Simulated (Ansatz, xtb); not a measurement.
Isomers of C6H6SeSi in order of energy

4 gas-phase structures of C6H6SeSi, from a drawn sample of its isomers (lower ones may exist). Each was relaxed with GFN2-xTB:

A. `C#Cc1c[se]c([SiH3])c1`, a singlet
B. `C#Cc1ccc([SiH3])[se]1`, a singlet
C. `C#Cc1cc[se]c1[SiH3]`, a singlet
D. `C#Cc1c[se]cc1[SiH3]`, a singlet

Question: Make a reasoned guess at their ranking by r2SCAN-D4/def2-SVP single-point energy.

Answer: Calculated order at r2SCAN-D4/def2-SVP: B (0.000), C (0.069), A (0.089), D (0.126) eV. Less than 1 kcal/mol parts C and A; A and D, so the order within those pairs means little.

Energies above the lowest of each column, in eV; the last columns are at B3LYP/def2-SVP geometries:

```json
{"structure": "B", "GFN2-xTB": "0.059", "HF/STO-3G": "0.000", "r2SCAN-D4/def2-SVP": "0.000", "B3LYP/def2-SVP": "0.000", "CCSD(T)/def2-SVP + ΔMP2/def2-TZVPP": "0.011"}
{"structure": "C", "GFN2-xTB": "0.063", "HF/STO-3G": "0.031", "r2SCAN-D4/def2-SVP": "0.069", "B3LYP/def2-SVP": "0.058", "CCSD(T)/def2-SVP + ΔMP2/def2-TZVPP": "0.000"}
{"structure": "A", "GFN2-xTB": "0.075", "HF/STO-3G": "0.025", "r2SCAN-D4/def2-SVP": "0.089", "B3LYP/def2-SVP": "0.070", "CCSD(T)/def2-SVP + ΔMP2/def2-TZVPP": "0.037"}
{"structure": "D", "GFN2-xTB": "0.000", "HF/STO-3G": "0.040", "r2SCAN-D4/def2-SVP": "0.126", "B3LYP/def2-SVP": "0.130", "CCSD(T)/def2-SVP + ΔMP2/def2-TZVPP": "0.075"}
```

CCSD(T)/def2-SVP + ΔMP2/def2-TZVPP puts C lowest, with A and B within 1 kcal/mol; GFN2-xTB picks D. CCSD(T)/def2-SVP + ΔMP2/def2-TZVPP orders those it was run on as C (0.000), B (0.011), A (0.037), D (0.075) eV. Less than 1 kcal/mol parts C and B; B and A; A and D, so the order within those pairs means little. ΔMP2 is the change of the MP2 energy from the smaller to the larger basis.

Over these structures GFN2-xTB departs from r2SCAN-D4/def2-SVP by 0.052 eV on average once a common shift is removed. A GFN2-xTB relaxation took about 0.16 s and the r2SCAN-D4/def2-SVP energy about 6.2 s on a shared host (Ansatz 0.2.0, xtb 6.7.1).

All four structures are selenophenes carrying one ethynyl and one silyl group, so the small spread reflects substituent position, not a change of bonding framework. The clearest comparison is C with D: the groups are adjacent in both, but moving silyl from the carbon next to selenium to a β carbon raises the energy in every column except GFN2-xTB, which reverses the order. The α carbon probably better accommodates the electron density released by electropositive silicon, as the greater acidity of α C–H bonds in such rings would suggest.

Ethynyl placement matters less clearly. B, with both groups α, allows conjugation along the diene path of the ring, which may explain its low DFT energy, but the coupled-cluster result leaves B and C essentially degenerate. Nor do C and A reveal any appreciable steric penalty for adjacent groups, as expected for a slim, linear alkyne beside a long C–Si bond. The data therefore support a preference for α-silyl when ethynyl is β, but not a unique most stable isomer.
